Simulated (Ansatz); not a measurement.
## Li: the change of pressure and energy less free atoms with volume scale

Results calculated with Ansatz 0.2.0, not measured. Periodic Kohn-Sham DFT of a crystal at fixed atoms, scaled to volume_scale times the given cell; pressure positive in compression, energy less spherical unpolarised free atoms, largest_vzz the field gradient of largest size among the nuclei.

The cell before it is scaled or strained (space group R-3m, No. 166):
```
cell vectors (Å)
   1.5505     0.8952     7.5883
  -1.5505     0.8952     7.5883
   0.0000    -1.7904     7.5883
atoms (fractions of the cell vectors)
Li  0.00000  0.00000  0.00000
Li  0.22200  0.22200  0.22200
Li  0.77800  0.77800  0.77800
```

Settings of every row: method all-electron LAPW; functional LDA; relativity scalar; k mesh 12x12x12; filling fermi-dirac; smearing width 0.08 eV; basis error target 1 meV/atom; nucleus gaussian.

Atom start moment: 0 on all atoms.

```csv
row,volume scale,V (Å³/atom),pressure (GPa),energy less free atoms (eV/atom)
1,0.94,19.801,-0.589,-2.0451
2,0.96,20.223,-0.852,-2.0431
3,0.98,20.644,-1.091,-2.0406
4,0.99,20.855,?,?
5,1,21.065,-1.308,-2.0374
6,1.01,21.276,-1.409,-2.0356
7,1.02,21.487,-1.506,-2.0336
8,1.04,21.908,-1.686,-2.0294
9,1.06,22.329,-1.851,-2.0247
```

Question: what pressure and energy less free atoms should row 4 give?

Worked fit of pressure. Take u = (V_r/V)^(2/3) − 1 with V_r = 21.171 Å³ an atom, which is twice the finite (Eulerian) strain; such expansions in the strain, on which the Birch-Murnaghan equation of state is built, carry the rest volume and the bulk modulus. The shown rows have u = 0.04561, 0.03101, 0.01695, 0.00335, -0.00329, -0.00983, -0.02255, -0.03488. Least squares give pressure = −1.3593 + 15.25 × u + 34.38 × u² + 35 × u³ GPa; a parabola predicts inner rows, each left out in turn, worse (root mean square 0.00062 against 0.00032 GPa). All shown rows lie on it to the printed digit. The withheld row has u = 0.01008, so the fit gives −1.3593 + 15.25 × (0.01008) + 34.38 × (0.01008)² + 35 × (0.01008)³ = -1.202 GPa.

The calculation gave -1.202 GPa. The fit meets it to the printed digit.

Worked fit of energy less free atoms. Take u = (V_r/V)^(2/3) − 1 with V_r = 21.171 Å³ an atom, which is twice the finite (Eulerian) strain; such expansions in the strain, on which the Birch-Murnaghan equation of state is built, carry the rest volume and the bulk modulus. The shown rows have u = 0.04561, 0.03101, 0.01695, 0.00335, -0.00329, -0.00983, -0.02255, -0.03488. Least squares give energy less free atoms = −2.03649 − 0.2729 × u + 1.86 × u² eV/atom; a straight line predicts inner rows, each left out in turn, worse (root mean square 0.00097 against 4.4e-05 eV/atom). The rows lie off it by 0.0000, 0.0001, 0.0000, 0.0000, 0.0000, 0.0000, 0.0000, 0.0000. The withheld row has u = 0.01008, so the fit gives −2.03649 − 0.2729 × (0.01008) + 1.86 × (0.01008)² = -2.0391 eV/atom.

The calculation gave -2.039 eV/atom. The fit lies 0.0001 eV/atom (0.49 % of the column's range) below it, one unit of the last digit.
